## Evaluating the electron-lattice coupling factor of an Al film: cost against accuracy

### The quantity

Electrons at $T_e$ exchange energy with phonons at $T_L$. Let $f$ and $n$ be the Fermi and Bose functions and $\Omega$ an angular frequency. Emission minus absorption between levels $\epsilon+\hbar\Omega$ and $\epsilon$ carries the factor $[f(\epsilon)-f(\epsilon+\hbar\Omega)]\,[n(\Omega,T_e)-n(\Omega,T_L)]$, and the first bracket integrates over $\epsilon$ to $\hbar\Omega$. With a constant density of states per volume $g$ (both spins), and the Eliashberg function $\alpha^2F$ normalised by the per-spin density of states, the golden rule gives Allen's result (1987):

$$\frac{dE_e}{dt}=2\pi g\int d\Omega\,\alpha^2F\,(\hbar\Omega)^2[n(\Omega,T_L)-n(\Omega,T_e)]=-\int_{T_L}^{T_e}G(T)\,dT ,$$

$$G(T)=G_A\langle h\rangle,\quad h(x)=\frac{x^2e^x}{(e^x-1)^2},\quad x=\frac{\hbar\Omega}{k_BT},\quad G_A=\pi\hbar k_B\lambda\langle\omega^2\rangle g .$$

Here $\lambda\langle\omega^2\rangle=2\int\Omega\,\alpha^2F\,d\Omega$ and $\langle\cdot\rangle$ averages with weight $\Omega\,\alpha^2F$. Setting $h=1$ and using the unrenormalised $C_e=\pi^2k_B^2gT_e/3$ gives $dT_e/dt=-3\hbar\lambda\langle\omega^2\rangle(T_e-T_L)/(\pi k_BT_e)$. A thermal solver needs $G(T)$ in every cell at every step, so the cost per call matters.

### Solvable model

Take $\alpha^2F=\lambda(\Omega/\Omega_D)^2$ below $\Omega_D=k_B\Theta/\hbar$, so $\lambda\langle\omega^2\rangle=\lambda\Omega_D^2/2$. With $y=\Theta/T$, expanding $e^x/(e^x-1)^2=\sum_k k\,e^{-kx}$ in the tail $x>y$ gives the exact ratio

$$R=\frac{G}{G_A}=\frac{4}{y^4}\int_0^y x^3h\,dx=\frac{4}{y^4}\Big[120\zeta(5)-\sum_{k\ge1}e^{-ky}\sum_{j=0}^{5}\frac{5!}{(5-j)!}\frac{y^{5-j}}{k^{j}}\Big].$$

For $\Theta=428$ K (compiled value, Wikipedia), $y=1.427$ and $R=0.89503$ at 300 K. For contrast, cryogenic operation at 77 K has $y=5.558$ and $R=0.25992$.

### Three methods

Count each add, multiply or divide as one operation and an exponential as $e=20$ (assumed). $G_A$ is absorbed in the stored constants. Deviation means approximate over exact, minus one.

**Moment series, order $M$.** The poles of $h$ at $x=\pm2\pi i k$ give $h=1+\sum_{m\ge1}(-1)^m2(2m-1)\zeta(2m)(x/2\pi)^{2m}$. In the model $\langle(\Omega/\Omega_D)^{2m}\rangle=2/(m+2)$, so $R=1-y^2/18+y^4/480-\dots$, and $G_A$ is order $M=0$. Horner's rule in $1/T^2$ costs $2M+2$ operations (none for $M=0$) and stores $M+1$ numbers. The deviation falls as $q^{M+1}$ with $q=(y/2\pi)^2$, which is 0.052 at 300 K and 0.78 at 77 K. The series diverges below $\Theta/2\pi=68$ K.

**Uniform grid, $N$ intervals.** The trapezoid rule acts on $4t^3h(yt)$, $0\le t\le1$. One division and one exponential start the grid. Each later node gets $x$ and $e^x$ by one add and one multiply, every node takes five operations for its weighted kernel, and $N-1$ adds collect the sum: $8N-2+e$ operations, $N+1$ numbers. The Euler-Maclaurin end-slope term, with $h'=h\,[2/x-\coth(x/2)]$, gives the leading deviation $h(y)[5-y\coth(y/2)]/(3RN^2)$. This is $0.84/N^2$ at 300 K and $-0.093/N^2$ at 77 K, where the bracket happens to be near zero.

**Gauss rule, $K$ Einstein modes.** In $u=(\Omega/\Omega_D)^2$ the weight is $2u\,du$. Nodes at the zeros of its orthogonal polynomials ($3u-2$; $10u^2-12u+3$; $35u^3-60u^2+30u-4$), with weights matched to the first $K$ moments, reproduce $2K$ moments. Each node needs a division, an exponential and five operations: $K(e+7)-1$ operations, $2K$ numbers. The nearest pole lies at $u=-1/q$, always off the interval, so the rule converges at every temperature. The deviation falls as $\rho^{-2K}$, times a factor linear in $K$ from the double pole, with $\rho=z+\sqrt{z^2-1}$ and $z=1+2/q$. At 77 K, $\rho^2=49$.

One-time setup from a spectrum tabulated on $N_0$ points costs of order $MN_0$ for moments, or $KN_0$ plus a $K\times K$ tridiagonal eigenproblem for nodes.

| Method | Operations | Stored | Deviation, 300 K | Deviation, 77 K |
|---|---|---|---|---|
| $M=0$ | 0 | 1 | $1.2\times10^{-1}$ | $2.8$ |
| $M=1$ | 4 | 2 | $-9.1\times10^{-3}$ | $-3.8$ |
| $M=2$ | 6 | 3 | $5.9\times10^{-4}$ | $3.9$ |
| $M=4$ | 10 | 5 | $2.0\times10^{-6}$ | $3.2$ |
| $M=30$ | 62 | 31 | below $10^{-9}$ | $8.0\times10^{-3}$ |
| $M=39$ | 80 | 40 | below $10^{-9}$ | $-9.0\times10^{-4}$ |
| $N=3$ | 42 | 4 | $9.4\times10^{-2}$ | $-9.0\times10^{-3}$ |
| $N=5$ | 58 | 6 | $3.4\times10^{-2}$ | $-3.6\times10^{-3}$ |
| $N=10$ | 98 | 11 | $8.4\times10^{-3}$ | $-9.2\times10^{-4}$ |
| $K=1$ | 26 | 2 | $-9.2\times10^{-4}$ | $-1.3\times10^{-1}$ |
| $K=2$ | 53 | 4 | $-3.1\times10^{-7}$ | $-6.6\times10^{-3}$ |
| $K=3$ | 80 | 6 | below $10^{-9}$ in size | $-2.2\times10^{-4}$ |

### Choices

**Fewest operations for a stated accuracy.** At 300 K the series wins: $M=1$ for $10^{-2}$, $M=2$ for $10^{-3}$, $M=4$ for $10^{-5}$. At 77 K the smallest settings that reach $10^{-2}$ are $N=3$, $K=2$ and $M=30$, and the grid is cheapest for $9<e<40$. For $10^{-3}$ they are $N=10$, $K=3$ and $M=39$. The last two tie at $e=20$, and $K=3$ is more accurate and stores 6 numbers against 40.

**Best inside a budget.** At 300 K, ten operations buy $M=4$, and no grid or Gauss rule fits. With four stored numbers $K=2$ beats $M=3$ ($-3.5\times10^{-5}$). At 77 K, 60 operations go best to $N=5$, ahead of $K=2$ and $M=29$ ($-1.0\times10^{-2}$). With 80 operations, or six stored numbers, $K=3$ is best. The grid's showing at 77 K rests on the small end slope, so Gauss nodes are the safer choice for a code that sweeps temperature.

### Numbers for the film

Typical inputs for Al are $\lambda=0.43$, an fcc lattice constant of 4.05 Å and three free electrons per atom. They give $E_F=11.65$ eV and $g=3n_e/2E_F=2.33\times10^{22}$ eV$^{-1}$cm$^{-3}$, with $n_e$ the electron density. With $k_B\Theta=36.9$ meV, $\hbar^2\lambda\langle\omega^2\rangle=2.9\times10^{2}$ meV$^2$. The model's $G_A$ is $4.5\times10^{17}$ W m$^{-3}$K$^{-1}$ and its $G(300\text{ K})$ is $4.0\times10^{17}$ W m$^{-3}$K$^{-1}$. The cooling time $C_e/G$ for a small excess at fixed $T_L$ lengthens from 61 fs to 68 fs. For hotter electrons $G(T)$ rises toward $G_A$ along the integration path, so 12 % bounds the overestimate by $G_A$ at $T_L=300$ K. All of this presumes thermal electron and phonon populations and bulk phonons in the film.

The model's $G$ lies about 1.6 times above a typical quoted value for Al, near $2.5\times10^{17}$ W m$^{-3}$K$^{-1}$, a likely cause being that the Debye form piles coupling weight at the cutoff. That miss exceeds the 12 % of $M=0$. At 300 K, use $M=1$ and put the remaining effort into $\alpha^2F$.